**2p hyperfine constants of Sc to Sc16+: screening, relativistic factors and two breaks**

The table holds $A/g_I$ for 2p1/2 and 2p3/2, their ratio and the 2p1/2 small-component weight from configuration-averaged Dirac-Coulomb Hartree-Fock, with $\langle r^{-3}\rangle$ from non-relativistic Hartree-Fock. The program tests $A/g_I=C\,l(l+1)/[j(j+1)]\,\langle r^{-3}\rangle F_j$ with $\langle r^{-3}\rangle=Z_\mathrm{eff}^3/24$, fitting a line in $Z_\mathrm{eff}$ to Sc11+ through Sc16+ and quadratics in charge to Sc4+ through Sc9+ or Sc11+. The output shows a kink at Sc11+, where the step in $Z_\mathrm{eff}$ goes from 0.031 to 0.293 per electron. It also shows an offset of about 0.15% at Sc3+ that the rotation-invariant diamagnetic shielding does not share, consistent with the orbital convention for closed 2p and 3p shells. $F_{1/2}$ stays near 1.043 while $F_{3/2}$ rises from 1.002 to 1.005, so the ratio falls from 5.204 to 5.189, opposite to scaling with $Z_\mathrm{eff}^2$.

Calculated values. B-spline radial atomic code, version 1: scandium atom and ions at the basis-set limit, averaged over the configuration. Dirac-Coulomb Hartree-Fock with a Fermi nucleus; <r⁻³> from non-relativistic Hartree-Fock with a point nucleus. A/g_I is the magnetic hyperfine constant of one electron in the orbital, its shell open or closed, over the nuclear g factor g_I = μ/(I μ_N).

## The fit in Python

```python
# Table: 2p hyperfine constants A/g_I (MHz) of Sc ions, B-spline atomic code, Dirac-Coulomb HF averaged over
# the configuration; <r^-3> from non-relativistic HF. Tested: A = C l(l+1)/(j(j+1)) <r^-3> F_j, screened
# hydrogenic <r^-3> = Zeff^3/24, and the size of the breaks at Sc11+ and Sc3+ against smooth fits.
T = {
    'ion': ['Sc', 'Sc+', 'Sc2+', 'Sc3+', 'Sc4+', 'Sc5+', 'Sc6+', 'Sc7+', 'Sc8+', 'Sc9+', 'Sc10+', 'Sc11+', 'Sc12+', 'Sc13+', 'Sc14+', 'Sc15+', 'Sc16+'],
    'Z': [21, 21, 21, 21, 21, 21, 21, 21, 21, 21, 21, 21, 21, 21, 21, 21, 21],
    'charge': [0, 1, 2, 3, 4, 5, 6, 7, 8, 9, 10, 11, 12, 13, 14, 15, 16],  # e
    'N': [21, 20, 19, 18, 17, 16, 15, 14, 13, 12, 11, 10, 9, 8, 7, 6, 5],
    'configuration': ['[Ar] 3d1 4s2', '[Ar] 3d1 4s1', '[Ar] 3d1', '[Ne] 3s2 3p6', '[Ne] 3s2 3p5', '[Ne] 3s2 3p4', '[Ne] 3s2 3p3', '[Ne] 3s2 3p2', '[Ne] 3s2 3p1', '[Ne] 3s2', '[Ne] 3s1', '[He] 2s2 2p6', '[He] 2s2 2p5', '[He] 2s2 2p4', '[He] 2s2 2p3', '[He] 2s2 2p2', '[He] 2s2 2p1'],
    'A_lo': [57930, 57940, 57950, 57940, 57940, 58070, 58220, 58410, 58630, 58890, 59190, 59520, 62520, 65640, 68880, 72230, 75710],  # MHz
    'A_hi': [11130, 11130, 11140, 11130, 11130, 11160, 11190, 11230, 11270, 11320, 11380, 11440, 12030, 12630, 13260, 13910, 14590],  # MHz
    'ratio': [5.204, 5.204, 5.204, 5.204, 5.204, 5.204, 5.203, 5.203, 5.203, 5.202, 5.202, 5.202, 5.199, 5.196, 5.193, 5.191, 5.189],
    'r_m3': [218.3, 218.3, 218.4, 218.3, 218.3, 218.8, 219.4, 220.1, 221.0, 221.9, 223.1, 224.3, 235.7, 247.4, 259.6, 272.3, 285.4],  # bohr⁻³
    'small_lo': [0.000947, 0.000947, 0.000947, 0.000947, 0.000947, 0.000949, 0.000951, 0.000954, 0.000957, 0.000961, 0.000965, 0.000969, 0.00101, 0.00105, 0.00109, 0.00114, 0.00118],
}
import numpy as np
from scipy import constants as k
q, lo, hi, ra, r3, sm = (np.array(T[c], float) for c in ("charge", "A_lo", "A_hi", "ratio", "r_m3", "small_lo"))
ion = T["ion"]; pc = k.physical_constants; Z = 21
C = 2*pc["Bohr magneton"][0]*pc["nuclear magneton"][0]*k.mu_0/(4*np.pi)/(k.h*pc["Bohr radius"][0]**3)/1e6
Ze = (24*r3)**(1/3); Flo = lo/(C*8/3*r3); Fhi = lo/ra/(C*8/15*r3)
print(f"C = {C:.3f} MHz bohr^3; 8C/3 = {C*8/3:.2f}; 8C/15 = {C*8/15:.2f}; non-rel. ratio 5")
print("ion, step A_lo MHz, step %, Zeff, step Zeff, F1/2, F3/2 (A_hi taken as A_lo/ratio)")
for i in range(len(q)):
    d = lo[i]-lo[i-1] if i else 0; dz = Ze[i]-Ze[i-1] if i else 0
    print(f"{ion[i]:6s}{d:6.0f}{100*d/lo[max(i-1,0)]:6.2f}{Ze[i]:8.3f}{dz:7.3f}{Flo[i]:8.4f}{Fhi[i]:8.4f}")
f1 = (5/lo+0.05/r3).max(); f3 = f1+0.0005/5.2
print(f"rounding: A 5 MHz, Zeff {(Ze/3*0.05/r3).max():.4f}, F1/2 {f1:.4f}, F3/2 {f3:.4f}, ratio 0.0005")
print(f"A_lo rise: Sc->Sc11+ {100*(lo[11]/lo[0]-1):.2f}%, Sc11+->Sc16+ {100*(lo[16]/lo[11]-1):.1f}%")
p = np.polyfit(q, Ze, 1)
print(f"rival, one slope for all rows: {p[0]:.3f}/electron, worst Zeff residual {abs(Ze-np.polyval(p,q)).max():.2f}")
p = np.polyfit(q[11:], Ze[11:], 1); s3 = (Ze[11]-Ze[9])/2; s3p = (Ze[9]-Ze[4])/5
print(f"2p line Sc11+..16+: {p[0]:.4f}/electron; residuals", np.round(Ze[11:]-np.polyval(p, q[11:]), 4))
print(f"mean Zeff step: 3s {s3:.3f}, 3p (Sc4+..9+) {s3p:.3f}; 2p/3s = {p[0]/s3:.1f}; Z-Zeff Sc16+ {Z-Ze[16]:.2f}")
r10 = np.polyval(p, 10)**3/24
print(f"kink: 2p line at Sc10+ gives r-3 {r10:.1f}, table {r3[10]:.1f} bohr^-3, {100*(r3[10]/r10-1):+.1f}%")
def brk(name, y, a, b, half):
    w = np.vander([3.0], 3) @ np.linalg.pinv(np.vander(q[a:b+1], 3))
    pred = float((w @ y[a:b+1])[0]); fl = half*(abs(w).sum()+1)
    res = abs(y[a:b+1]-np.polyval(np.polyfit(q[a:b+1], y[a:b+1], 2), q[a:b+1])).max()
    e = y[3]-pred
    print(f"{name} q={a}..{b}: pred {pred:.6g}, miss {e:+.3g} ({100*e/pred:+.3f}%), floor {fl:.2g}, "
          f"fit res {res:.2g}, miss/expected step {abs(e/(y[4]-pred)):.2f}")
    return e, fl, abs(e/(y[4]-pred))
print("quadratic in charge extrapolated to Sc3+ (left out: 3p closed); floor = worst-case rounding")
b1 = brk("A_lo MHz", lo, 4, 9, 5); brk("A_lo MHz", lo, 4, 11, 5); brk("A_hi MHz", hi, 4, 9, 5)
b2 = brk("r-3", r3, 4, 9, 0.05)
# further outputs of the same runs: non-rel. diamagnetic shielding (ppm), Sc3+..Sc9+
lamb = np.zeros(len(q)); lamb[3:10] = [1500.257, 1484.486, 1467.359, 1448.904, 1429.141, 1408.086, 1385.75]
b3 = brk("shielding ppm", lamb, 4, 9, 0.0005)
print("shielding steps ppm", np.round(np.diff(lamb[3:10]), 2), "second diff", np.round(np.diff(lamb[3:10], 2), 2))
# further outputs, Sc3+ Dirac run: <r^-3> of 2p3/2, 3p3/2; unrounded A(2p1/2), A(2p3/2)
r2p, r3p, Au, Bu = 219.8552, 24.04869, 57940.51, 11134.27
print(f"2p-3p angle needed >= {1e3*b2[0]/(2*np.sqrt(r2p*r3p)):.0f} mrad (Cauchy-Schwarz bound, order only)")
print(f"Sc2+->Sc3+ A_lo change between {Au-lo[2]-5:.1f} and {Au-lo[2]+5:.1f} MHz; Sc3+ ratio {Au/Bu:.4f}")
x = (Z*k.alpha)**2; g1 = np.sqrt(1-x); g2 = np.sqrt(4-x); Nn = np.sqrt(2+2*g1)
H1 = 24*(Nn-1)/(Nn**3*g1*(4*g1**2-1)); H3 = 6/(g2*(2*g2-1))
print(f"(Z alpha)^2 {x:.5f}; Dirac hydrogenic Z=21: F1/2 {H1:.4f}, F3/2 {H3:.4f}, ratio {5*H1/H3:.3f}")
print(f"ratio minus hydrogenic: Sc {ra[0]-5*H1/H3:+.3f}, Sc11+ {ra[11]-5*H1/H3:+.3f}, Sc16+ {ra[16]-5*H1/H3:+.3f}")
print(f"F1/2 range {Flo.min():.4f}-{Flo.max():.4f}; F3/2 range {Fhi.min():.4f}-{Fhi.max():.4f}")
print(f"Sc->Sc16+: F1/2 {Flo[16]-Flo[0]:+.4f}, F3/2 {Fhi[16]-Fhi[0]:+.4f}, ratio {100*(ra[16]/ra[0]-1):+.2f}%")
rz = 5*(1+5/3*(Ze*k.alpha)**2)
print(f"rival 5(1+5/3(Zeff a)^2): Sc {rz[0]:.3f}, Sc16+ {rz[16]:.3f}; table {ra[0]:.3f}, {ra[16]:.3f}")
print(f"Sc->Sc16+: ratio-5 {100*((ra[16]-5)/(ra[0]-5)-1):+.1f}%, Zeff^2 {100*((Ze[16]/Ze[0])**2-1):+.0f}%, "
      f"small weight {100*(sm[16]/sm[0]-1):+.0f}%")
assert (ra > 5).all() and (np.diff(ra) <= 1e-9).all()
assert p[0] > 5*np.diff(Ze)[:11].max()
assert b1[0] > b1[1] and b3[2] < 0.1*b1[2]
assert (Flo > 1).all() and (Flo < H1).all() and (Fhi < H3).all()
```

It prints:

```
C = 95.411 MHz bohr^3; 8C/3 = 254.43; 8C/15 = 50.89; non-rel. ratio 5
ion, step A_lo MHz, step %, Zeff, step Zeff, F1/2, F3/2 (A_hi taken as A_lo/ratio)
Sc         0  0.00  17.368  0.000  1.0430  1.0021
Sc+       10  0.02  17.368  0.000  1.0432  1.0023
Sc2+      10  0.02  17.371  0.003  1.0429  1.0020
Sc3+     -10 -0.02  17.368 -0.003  1.0432  1.0023
Sc4+       0  0.00  17.368  0.000  1.0432  1.0023
Sc5+     130  0.22  17.381  0.013  1.0431  1.0022
Sc6+     150  0.26  17.397  0.016  1.0430  1.0023
Sc7+     190  0.33  17.416  0.018  1.0430  1.0023
Sc8+     220  0.38  17.440  0.024  1.0427  1.0020
Sc9+     260  0.44  17.463  0.024  1.0431  1.0026
Sc10+    300  0.51  17.495  0.031  1.0428  1.0023
Sc11+    330  0.56  17.526  0.031  1.0430  1.0025
Sc12+   3000  5.04  17.818  0.292  1.0425  1.0026
Sc13+   3120  4.99  18.108  0.290  1.0428  1.0035
Sc14+   3240  4.94  18.401  0.293  1.0429  1.0041
Sc15+   3350  4.86  18.696  0.295  1.0426  1.0042
Sc16+   3480  4.82  18.991  0.295  1.0426  1.0047
rounding: A 5 MHz, Zeff 0.0013, F1/2 0.0003, F3/2 0.0004, ratio 0.0005
A_lo rise: Sc->Sc11+ 2.74%, Sc11+->Sc16+ 27.2%
rival, one slope for all rows: 0.085/electron, worst Zeff residual 0.61
2p line Sc11+..16+: 0.2930/electron; residuals [ 0.0017  0.0007 -0.0022 -0.0023 -0.      0.0021]
mean Zeff step: 3s 0.031, 3p (Sc4+..9+) 0.019; 2p/3s = 9.3; Z-Zeff Sc16+ 2.01
kink: 2p line at Sc10+ gives r-3 213.2, table 223.1 bohr^-3, +4.7%
quadratic in charge extrapolated to Sc3+ (left out: 3p closed); floor = worst-case rounding
A_lo MHz q=4..9: pred 57853, miss +87 (+0.150%), floor 23, fit res 4.8, miss/expected step 1.00
A_lo MHz q=4..11: pred 57860.2, miss +79.8 (+0.138%), floor 20, fit res 5.9, miss/expected step 1.00
A_hi MHz q=4..9: pred 11108, miss +22 (+0.198%), floor 23, fit res 1.6, miss/expected step 1.00
r-3 q=4..9: pred 217.92, miss +0.38 (+0.174%), floor 0.23, fit res 0.037, miss/expected step 1.00
shielding ppm q=4..9: pred 1500.34, miss -0.0827 (-0.006%), floor 0.0023, fit res 0.012, miss/expected step 0.01
shielding steps ppm [-15.77 -17.13 -18.45 -19.76 -21.06 -22.34] second diff [-1.36 -1.33 -1.31 -1.29 -1.28]
2p-3p angle needed >= 3 mrad (Cauchy-Schwarz bound, order only)
Sc2+->Sc3+ A_lo change between -14.5 and -4.5 MHz; Sc3+ ratio 5.2038
(Z alpha)^2 0.02348; Dirac hydrogenic Z=21: F1/2 1.0478, F3/2 1.0069, ratio 5.203
ratio minus hydrogenic: Sc +0.001, Sc11+ -0.001, Sc16+ -0.014
F1/2 range 1.0425-1.0432; F3/2 range 1.0020-1.0047
Sc->Sc16+: F1/2 -0.0004, F3/2 +0.0025, ratio -0.29%
rival 5(1+5/3(Zeff a)^2): Sc 5.134, Sc16+ 5.160; table 5.204, 5.189
Sc->Sc16+: ratio-5 -7.4%, Zeff^2 +20%, small weight +25%
```
